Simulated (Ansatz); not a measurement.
## A series in volume scale on Ba₂CoWO₆

Free energy against uniform scaling of the volume at fixed shape and fractions; periodic cell, basis, potentials, k mesh and filling as listed. The results are calculated, by Ansatz 0.2.0.

The cell before it is scaled or strained (space group Fm-3m, No. 225):
```
cell vectors (Å)
   0.0000     4.0540     4.0540
   4.0540     0.0000     4.0540
   4.0540     4.0540     0.0000
atoms (fractions of the cell vectors)
Ba  0.25000  0.25000  0.25000
Ba  0.75000  0.75000  0.75000
Co  0.00000  0.00000  0.00000
W   0.50000  0.50000  0.50000
O   0.73750  0.26250  0.26250
O   0.26250  0.73750  0.26250
O   0.26250  0.73750  0.73750
O   0.73750  0.26250  0.73750
O   0.26250  0.26250  0.73750
O   0.73750  0.73750  0.26250
```

Settings of every row: functional PBEsol; dispersion none; potentials PAW; wave cutoff 470 eV; density cutoff 1880 eV; k mesh 6x6x6; k shift 0x0x0; occupations fermi dirac; smearing width 0.1 eV; spin collinear.

Hubbard:
```csv
element,shell,u (eV),j (eV)
Co,d,3,n/a
```

Limits: state may not be the lowest; no spin-orbit coupling, which can matter with elements this heavy; with one magnetic atom in the cell only parallel moments are possible.

```csv
row,volume scale,V (Å³/atom),pressure (GPa),energy above lowest point (meV/atom)
1,0.88,11.726,26.99,109.7
2,0.92,12.259,15.17,40.3
3,0.96,12.792,5.74,6.1
4,1,13.325,-1.8,0
5,1.04,13.858,-7.82,16.4
6,1.08,14.391,?,?
7,1.12,14.924,-16.47,99.4
```

Question: what pressure and energy above lowest point should row 6 give?

Worked fit of pressure. Take u = (V_r/V)^(2/3) − 1 with V_r = 13.058 Å³ an atom, which is twice the finite (Eulerian) strain; such expansions in the strain, on which the Birch-Murnaghan equation of state is built, carry the rest volume and the bulk modulus. The shown rows have u = 0.07436, 0.04299, 0.01382, -0.0134, -0.03887, -0.0852. Least squares give pressure = 1.766 + 276.41 × u + 792.2 × u² + 706 × u³ GPa; a parabola predicts inner rows, each left out in turn, worse (root mean square 0.11 against 0.0042 GPa). All shown rows lie on it to the printed digit. The withheld row has u = -0.06275, so the fit gives 1.766 + 276.41 × (-0.06275) + 792.2 × (-0.06275)² + 706 × (-0.06275)³ = -12.63 GPa.

The calculation gave -12.64 GPa. The fit lies 0.01 GPa (0.023 % of the column's range) above it, one unit of the last digit.

Worked fit of energy above lowest point. Take u = (V_r/V)^(2/3) − 1 with V_r = 13.058 Å³ an atom, which is twice the finite (Eulerian) strain; such expansions in the strain, on which the Birch-Murnaghan equation of state is built, carry the rest volume and the bulk modulus. The shown rows have u = 0.07436, 0.04299, 0.01382, -0.0134, -0.03887, -0.0852. Least squares give energy above lowest point = −0.06 + 216 × u + 16616 × u² + 4443 × u³ meV/atom; a parabola predicts inner rows, each left out in turn, worse (root mean square 0.72 against 0.031 meV/atom). All shown rows lie on it to the printed digit. The withheld row has u = -0.06275, so the fit gives −0.06 + 216 × (-0.06275) + 16616 × (-0.06275)² + 4443 × (-0.06275)³ = 50.7 meV/atom.

The calculation gave 50.7 meV/atom. The fit meets it to the printed digit.
